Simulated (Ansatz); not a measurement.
# BiTe: the change of pressure with volume per atom

Results calculated with Ansatz 0.2.0, not measured. Periodic Kohn-Sham DFT of a crystal at fixed atoms; pressure and stress are positive in compression; the energy is the free energy less that of spherical unpolarised free atoms; site moments are those in the method's own spheres, positive along +z.

Cell of the first row (space group Fm-3m, No. 225):
```
CELL_PARAMETERS angstrom
0.00000 3.16900 3.16900
3.16900 0.00000 3.16900
3.16900 3.16900 0.00000
ATOMIC_POSITIONS crystal
Bi 0.00000 0.00000 0.00000
Te 0.50000 0.50000 0.50000
```

Settings of every row: method all-electron PAW; functional LDA; relativity scalar; k mesh 10x10x10; filling fermi-dirac; smearing width 0.08 eV; nucleus gaussian.

Atom start moment: 0 on all atoms.

Limits: no spin-orbit coupling on heavy atoms.

```
row  volume per atom (Å³)  pressure (GPa)
  1                31.824           0.392
  2                32.501          -0.789
  3                33.178               ?
  4                33.516           -2.32
  5                33.855          -2.773
  6                34.194            -3.2
  7                34.532          -3.602
  8                35.209          -4.337
  9                35.886          -4.989
```

Question: what pressure should row 3 give?

Worked fit of pressure. Take u = (V_r/V)^(2/3) − 1 with V_r = 34.025 Å³ an atom, which is twice the finite (Eulerian) strain; such expansions in the strain, on which the Birch-Murnaghan equation of state is built, carry the rest volume and the bulk modulus. The shown rows have u = 0.04559, 0.03102, 0.0101, 0.00334, -0.0033, -0.00981, -0.02255, -0.03488. Least squares give pressure = −2.9904 + 64.323 × u + 208 × u² + 187 × u³ GPa; a parabola predicts inner rows, each left out in turn, worse (root mean square 0.0029 against 0.00069 GPa). The rows lie off it by 0.000, 0.000, -0.001, 0.000, 0.000, 0.000, 0.000, 0.000. The pressure vanishes at u = 0.0409, or V = 32.04 Å³ an atom, and there the bulk modulus at fixed shape and fractions is B = −V dP/dV = (2/3)(1 + u) dP/du = 57.1 GPa. The withheld row has u = 0.01695, so the fit gives −2.9904 + 64.323 × (0.01695) + 208 × (0.01695)² + 187 × (0.01695)³ = -1.839 GPa.

The calculation gave -1.839 GPa. The fit meets it to the printed digit.
